Question

I am looking at the 1s QED shifts of the chlorine-like ions below (Dirac-Hartree-Fock, first order). I was taught that self-energy and vacuum polarisation both scale as Z⁴ and the binding as Z². Then their ratio should be constant and QED / |ε| should go as Z². Neither happens. Why, and is any row odd?

B-spline radial code 1, Dirac-Coulomb Hartree-Fock at the basis limit, nl average, Fermi nucleus; Cl and chlorine-like ions, all [Ne] 3s2 3p5. Self-energy and vacuum polarisation (Uehling plus Wichmann-Kroll) are first-order shifts of the 1s1/2 eigenvalue ε, positive meaning less bound; QED is their sum.

```
species   Z  charge (e)  ε(1s1/2) (eV)  self-energy (eV)  vacuum polarisation (eV)  self-energy / vac. pol.  QED / |ε| (ppm)
     Cl  17           0       -2865.12             0.947                  -0.06449                    -14.7              308
    Ar+  18           1       -3255.83             1.156                  -0.08099                    -14.3              330
    K2+  19           2       -3674.94             1.396                   -0.1005                    -13.9              352
   Ca3+  20           3       -4122.31             1.668                   -0.1233                    -13.5              375
   Sc4+  21           4       -4597.89             1.975                   -0.1497                    -13.2              397
   Ti5+  22           5       -5101.72             2.319                   -0.1802                    -12.9              419
    V6+  23           6       -5633.82             2.704                   -0.2152                    -12.6              442
   Cr7+  24           7       -6194.27             3.131                   -0.2551                    -12.3              464
   Mn8+  25           8       -6783.14             3.602                   -0.3003                    -12.0              487
   Fe9+  26           9       -7400.52             4.122                   -0.3513                    -11.7              509
  Co10+  27          10       -8046.50             4.691                   -0.4085                    -11.5              532
  Ni11+  28          11       -8721.20             5.313                   -0.4726                    -11.2              555
```

Answer

The sizes worth remembering: a 1s level at 3 to 9 keV, a net QED shift of 1 to 5 eV, so 300 to 550 ppm, with vacuum polarisation cancelling 7 to 9 % of the self-energy. ε is the orbital eigenvalue without these shifts; a positive shift means less bound. No row is odd: all share one configuration, and every column runs monotonically. Fitted over all twelve rows, the powers of Z are 3.99 for vacuum polarisation, 3.46 for self-energy and 2.23 for |ε|.

Both effects are short-ranged changes of the nuclear potential, so they scale as a strength αZ times the 1s density near the nucleus, Z³. With x = Zα (α the fine-structure constant, m the electron mass):

U = (α/π) x⁴ mc², self-energy = U·F, vacuum polarisation = U·H

Your rule assumes F and H constant. From Cl to Ni11+, H goes from −0.2294 to −0.2284 while F falls from 3.37 to 2.57. The 24 % drop of the ratio therefore lies in F.

Vacuum polarisation first. Virtual pairs screen the nucleus; within a Compton wavelength the electron sees more than the long-range charge and is bound more tightly, hence the minus sign. This Uehling potential has a range that does not depend on Z, and H tends to −4/15 at small x, with no logarithm. That limit is 16 to 17 % too large relative to the table. Averaging the potential over a bare point-nucleus Dirac 1s orbital does better and gives −0.243 to −0.239, nearly flat because the finite range lowers the magnitude while relativistic contraction raises it. What remains is screening of the 1s density near the nucleus by the other electrons, which I write as (1 − σ/Z)³. The helium-like σ = 5/16 is a handy trial value, but its success should not be credited to the 1s partner alone: 5/16 is the exponent shift that optimises the energy, and at the nucleus the partner screens less than that. The outer electrons, the L shell above all, make up the rest. For Ni11+, with that trial value:

x = 28/137.04 = 0.2043, U = 1187 eV × x⁴ = 2.069 eV
screening = (1 − 0.3125/28)³ = 0.9669
shift = 2.069 × (−0.2387) × 0.9669 × (1 − 0.0070) = −0.474 eV

The last factor is the opposing Wichmann-Kroll term, taken from the all-electron totals of the same run. The result is 0.3 % larger in size than the tabulated −0.4726 eV, and this is the worst row. Uehling is an ingredient of the calculation, so the match gauges the total screening, not QED. The σ each row implies drifts from 0.30 to 0.34. The partner's part is essentially independent of Z, so most of the drift comes from the outer shells, which shrink faster than 1/Z and reach further into the 1s region; the finite nucleus that the model omits adds only a little. Wichmann-Kroll, at 0.27 to 0.70 % of Uehling, is far too small to move the ratio.

The self-energy differs in one respect. Emitting and reabsorbing virtual photons smears the electron's position, which blunts the Coulomb well and raises the level. The mean-square smearing is an integral dk/k over photon energies k from the binding scale x²mc² up to mc², so

F ≈ (4/3) ln(1/x²) + constant

As Z grows the two scales approach and the logarithm shrinks, from 4.17 to 3.18. That is the standard argument, and it has the right sign but overshoots: the log term falls by 1.33, whereas F with screening divided out falls by 0.89 (I assume the same screening as for vacuum polarisation, although the self-energy reaches further out). Higher orders in x give back the difference. The series is poor here: with a rough recalled Bethe logarithm of 3.0, leading order is 25 to 49 % too low relative to the unscreened F, and adding the next order makes it 8 to 22 % too high. Keeping 4/3 and fitting a constant and a term in x to all rows works to 0.2 %, but those constants only absorb the missing orders. Since the K-shell self-energy of the code is pinned to hydrogenic values, this trend is largely built in.

Now the denominator. Picture a point nucleus with one electron inside a hollow charged shell. The shell raises the energy by charge/radius and exerts no force, so the orbital is unchanged. The fifteen outer electrons act much like that. Together with the 1s partner they cut |ε| to 73 % (Cl) and 81 % (Ni11+) of the bare Dirac value, equivalent to a screening of 2.5 to 2.8 charges, while the density that QED samples is screened by only about 0.3. The orbitals of the K2+ run allow a check: their ⟨1/r⟩ sum to 1010 eV, the 1s partner adds (5/8)Z hartree = 323 eV, and 1333 eV is 6 % above the actual lift of 1261 eV. V6+ and Fe9+ overshoot by the same 6 %. The analogy ends there: the partner is not outside, L electrons partly penetrate, and exchange lowers the repulsion, the last two in the direction of the misfit.

With the electron count fixed, the ⟨1/r⟩ of each shell grows about linearly with Z less a screening constant (so the shells, the outermost above all, shrink faster than 1/Z), and the lift grows about linearly too, by 89 eV per unit of Z. Against a Z² binding it fades, which steepens |ε| from power 2.01 to 2.23. The exponent of the share is then

4 − 0.59 (fall of F + H) − 2.23 = 1.18

A power so near 1 looks like a straight line of 22 ppm per unit of Z over this short range; that is a local coincidence, good for guessing 555 + 22 = 577 ppm and a ratio near −11 for Cu12+, not further. Charge and Z rise together, so the table cannot separate them. By the shell argument, stripping outer electrons at fixed Z would deepen ε, leave the shifts almost alone and lower the share.

Before comparing with spectra, note that QED is not the largest correction in the three runs checked: the 1s Breit shift (zero-frequency Gaunt plus retardation at frozen orbitals, not tabulated) is 3.05, 5.66 and 8.40 eV for K2+, V6+ and Fe9+, 2.2 to 2.4 times the net QED shift. And −ε is not a measured binding energy, since core-hole relaxation and correlation are absent; the share is relative to an eigenvalue. Row-by-row values are in the output below.

Output of the analysis:

```
ion    unit/eV QED/eV F=SE/unit H=VP/unit H_Uehl_hyd S=screen sig_dens F/S  ln(Za)^-2 eDirac/eV sig_E
Cl     0.2811  0.883    3.369   -0.2294   -0.2428   0.9475   0.303   3.555  4.174    -3947.3  2.509
Ar+    0.3533  1.075    3.272   -0.2292   -0.2421   0.9497   0.307   3.445  4.060    -4427.4  2.555
K2+    0.4386  1.295    3.183   -0.2291   -0.2415   0.9520   0.309   3.343  3.952    -4935.5  2.595
Ca3+   0.5385  1.545    3.097   -0.2290   -0.2409   0.9539   0.312   3.247  3.849    -5471.6  2.629
Sc4+   0.6546  1.825    3.017   -0.2287   -0.2404   0.9550   0.320   3.159  3.751    -6035.8  2.658
Ti5+   0.7885  2.139    2.941   -0.2285   -0.2400   0.9565   0.324   3.075  3.658    -6628.1  2.684
V6+    0.9419  2.489    2.871   -0.2285   -0.2396   0.9580   0.326   2.996  3.569    -7248.8  2.707
Cr7+   1.1167  2.876    2.804   -0.2284   -0.2393   0.9595   0.328   2.922  3.484    -7897.9  2.728
Mn8+   1.3148  3.302    2.740   -0.2284   -0.2391   0.9608   0.331   2.851  3.403    -8575.5  2.746
Fe9+   1.5381  3.771    2.680   -0.2284   -0.2389   0.9620   0.334   2.786  3.324    -9281.7  2.762
Co10+  1.7888  4.282    2.622   -0.2284   -0.2388   0.9628   0.339   2.724  3.249   -10016.7  2.777
Ni11+  2.0688  4.840    2.568   -0.2284   -0.2387   0.9639   0.341   2.664  3.176   -10780.6  2.790
rounding floor %: SE 0.009-0.053, VP 0.006-0.050; share 0.5 ppm
exponents in Z: SE 3.455 VP 3.991 QED 3.410 |e| 2.232 eDirac 2.013 share 1.178 ratio -0.540
factors Ni/Cl: Z 1.647 Z^4 7.36 SE 5.61 VP 7.33 QED 5.48 e 3.04 share 1.80
change Cl->Ni %: F -23.8 H -0.42 H_Uehl -1.68 S 1.72 |SE/VP| -23.8
share exponent = 4 + (-0.590: of which S 0.034) - 2.232 = 1.178
QED/|eDirac| ppm: Cl 224, Ni 449, exponent 1.396; e/eDirac Cl 0.726, Ni 0.809
share linear: 22.44 ppm per Z, intercept -74.1, max resid 0.74 ppm
VP cancels % of SE: Cl 6.8, Ni 8.9; WK/Uehling (all-electron) %: Cl 0.27, Ni 0.70
VP, -4/15 only: err % Cl +16.24, Ni +16.74, worst Co10+ +16.77
VP, Dirac Uehling+WK, unscreened: err % Cl +5.54, Ni +3.75, worst Cl +5.54
VP, same, sigma=5/16: err % Cl -0.18, Ni +0.31, worst Ni11+ +0.31
VP, same, mean sigma=0.323: err % Cl -0.36, Ni +0.20, worst Cl -0.36
F leading log (Cl 2.68, Ni 1.35) vs F/S: err % Cl -24.71, Ni -49.48, worst Ni11+ -49.48
F + order Za (Cl 3.83, Ni 3.24) vs F/S: err % Cl +7.71, Ni +21.77, worst Ni11+ +21.77
F/S = 0.892 L + -0.180 (theory slope 1.333): err % Cl -0.36, Ni -0.44, worst Ni11+ -0.44
F/S = 4/3 L + -2.685 + 5.48 Za: err % Cl +0.13, Ni +0.16, worst Ni11+ +0.16
Cl->Ni change: F/S -0.891, log term -1.331, remainder +0.440
e-eDirac eV: Cl 1082, Ni 2059; linear 88.75 eV per Z, intercept -426, max resid 0.50 eV (floor 0.005)
row   shift/eV  5Z/8  sum<1/r>  est/shift | VP/contact SE/(a^3 Z rho) | Breit/eV Breit/QED
K2+      1261    323    1010    1.058 |    0.797      2.951 |      3.05    2.35
V6+      1615    391    1321    1.060 |    0.749      2.509 |      5.66    2.27
Fe9+     1881    442    1555    1.062 |    0.714      2.233 |      8.40    2.23
per Z*rho, K2+->Fe9+ %: VP -10.5, SE -24.4; Breit exponent 3.23
first row with QED > 1 eV: Ar+; with |VP| > 0.1 eV: K2+
```
